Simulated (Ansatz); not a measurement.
Redistribution: C3H5F3O + C2H2F4 → C2H2F4O + C3H5F3

Species: C3H5F3O `CC(F)OC(F)F`, singlet; C2H2F4 (norflurane) `FCC(F)(F)F`, singlet; C2H2F4O `FC(F)OC(F)F`, singlet; C3H5F3 (1,1,1-trifluoropropane) `CCC(F)(F)F`, singlet. The partners trade CH3 for F; both sit on C, so the bond types are kept.

Shapes, held fixed at every level: PBE0-D4/def2-TZVP. Flexible molecules stand in one conformer, not always the lowest. Programs: Ansatz 0.2.0. Electronic energies: no zero-point or thermal term.

(1) Estimate ΔE of this reaction.

Results:

(1) The highest level, CCSD(T)/CBS estimate, gives ΔE = -37.1 kJ/mol; the levels span -42.5 to -35.3. The column of differences is taken from that level and isn't an error. No measured value is set beside it here. The CBS estimate extrapolates MP2 from def2-TZVPP and def2-QZVPP and adds CCSD(T) − MP2 in the triple-zeta set, cores frozen.

| level | kind | ΔE (kJ/mol) | less CCSD(T)/CBS estimate |
| --- | --- | --- | --- |
| HF/def2-TZVPP | Hartree–Fock | -38.5 | -1.4 |
| r2SCAN-D4/def2-TZVPP | meta-GGA | -41.6 | -4.5 |
| B3LYP-D4/def2-TZVPP | global hybrid | -35.3 | +1.8 |
| PBE0-D4/def2-TZVPP | global hybrid | -42.5 | -5.4 |
| wB97X-V/def2-TZVPP | range-separated hybrid | -38.1 | -1.0 |
| B2PLYP/def2-TZVPP | double hybrid | -37.6 | -0.5 |
| CCSD/def2-TZVPP | coupled cluster or CI | -39.9 | -2.8 |
| CCSD(T)/CBS estimate | coupled cluster or CI | -37.1 | 0.0 |

The exchange is clearly downhill, at -37.1 kJ/mol, and every level agrees on the sign. Fluorine leaves a CH2F carbon next to a strongly electron-withdrawing CF3 group and ends up on a carbon that already carries fluorine and oxygen. There, geminal C–F bonds and the ether oxygen reinforce one another through anomeric donation of lone pairs into σ*(C–F) orbitals and through favourable C–F bond polarity. Replacing the fluorine beside CF3 with methyl probably helps too, by easing the repulsion between adjacent electron-poor carbons.

Hartree–Fock already gives -38.5 kJ/mol, so the preference does not depend on electron correlation, although such close agreement probably owes something to cancellation between similar bonds. The global hybrids fall on both sides of the coupled-cluster estimate, with PBE0 exaggerating the driving force and B3LYP understating it; including exact exchange therefore does not by itself fix the direction of the deviation. The reaction energy alone cannot separate anomeric stabilisation in the product ether from the relief of unfavourable interactions in norflurane.
